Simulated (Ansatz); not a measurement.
Sc: the change of pressure and energy above lowest point with volume scale

Results calculated with Ansatz 0.2.0, not measured. Free energy against uniform scaling of the volume at fixed shape and fractions; periodic cell, basis, potentials, k mesh and filling as listed.

The cell before it is scaled or strained (space group I4/mcm, No. 140):
```
Sc
1.0
     -3.0983     3.0983     2.7152
      3.0983    -3.0983     2.7152
      3.0983     3.0983    -2.7152
Sc
4
Direct
  0.16373 0.33627 0.50000
  0.66373 0.16373 0.82746
  0.33627 0.83627 0.17254
  0.83627 0.66373 0.50000
```

Settings of every row: functional PBEsol; dispersion none; potentials PAW; wave cutoff 500 eV; density cutoff 2000 eV; k mesh 6x6x6; k shift 0x0x0; occupations gaussian; smearing width 0.1 eV; spin none.

Limits: coarse k mesh, up to 40 meV an atom off; the cell comes from a prototype or a list of computed structures and needn't be the stable phase.

| row | volume scale | V (Å³/atom) | pressure (GPa) | energy above lowest point (meV/atom) |
| --- | --- | --- | --- | --- |
| 1 | 0.9406 | 24.516 | 0.45 | 0 |
| 2 | 0.9703 | 25.29 | -1.05 | 1.5 |
| 3 | 1 | 26.064 | ? | ? |
| 4 | 1.0297 | 26.839 | -3.52 | 24.1 |
| 5 | 1.0594 | 27.613 | -4.53 | 43.7 |

Question: what pressure and energy above lowest point should row 3 give?

Worked fit of pressure. Take u = (V_r/V)^(2/3) − 1 with V_r = 26.064 Å³ an atom, which is twice the finite (Eulerian) strain; such expansions in the strain, on which the Birch-Murnaghan equation of state is built, carry the rest volume and the bulk modulus. The shown rows have u = 0.04166, 0.0203, -0.01934, -0.03776. Least squares give pressure = −2.366 + 62.2 × u + 129.3 × u² GPa; a straight line predicts inner rows, each left out in turn, worse (root mean square 0.12 against 0.00054 GPa). All shown rows lie on it to the printed digit. The pressure vanishes at u = 0.0354, or V = 24.74 Å³ an atom, and there the bulk modulus at fixed shape and fractions is B = −V dP/dV = (2/3)(1 + u) dP/du = 49.3 GPa. Letting shape and atoms relax would as a rule lower it, by much in layered, chain or molecular crystals. The withheld row has u = 0, so the fit gives −2.366 + 62.2 × (0) + 129.3 × (0)² = -2.37 GPa.

The calculation gave -2.37 GPa. The fit meets it to the printed digit.

Worked fit of energy above lowest point. Take u = (V_r/V)^(2/3) − 1 with V_r = 26.064 Å³ an atom, which is twice the finite (Eulerian) strain; such expansions in the strain, on which the Birch-Murnaghan equation of state is built, carry the rest volume and the bulk modulus. The shown rows have u = 0.04166, 0.0203, -0.01934, -0.03776. Least squares give energy above lowest point = 9.81 − 581.8 × u + 8334 × u² meV/atom; a straight line predicts inner rows, each left out in turn, worse (root mean square 7.6 against 0.18 meV/atom). The rows lie off it by 0.0, 0.1, -0.1, 0.0. Its lowest point lies at u = 0.0349, or V = 24.76 Å³ an atom, and the curvature there gives the bulk modulus at fixed shape and fractions, B = (4/9)(1 + u)² E″(u)/V = 51.3 GPa. Letting shape and atoms relax would as a rule lower it, by much in layered, chain or molecular crystals. The withheld row has u = 0, so the fit gives 9.81 − 581.8 × (0) + 8334 × (0)² = 9.8 meV/atom.

The calculation gave 9.9 meV/atom. The fit lies 0.1 meV/atom (1 % of the value, 0.23 % of the column's range) below it, one unit of the last digit.
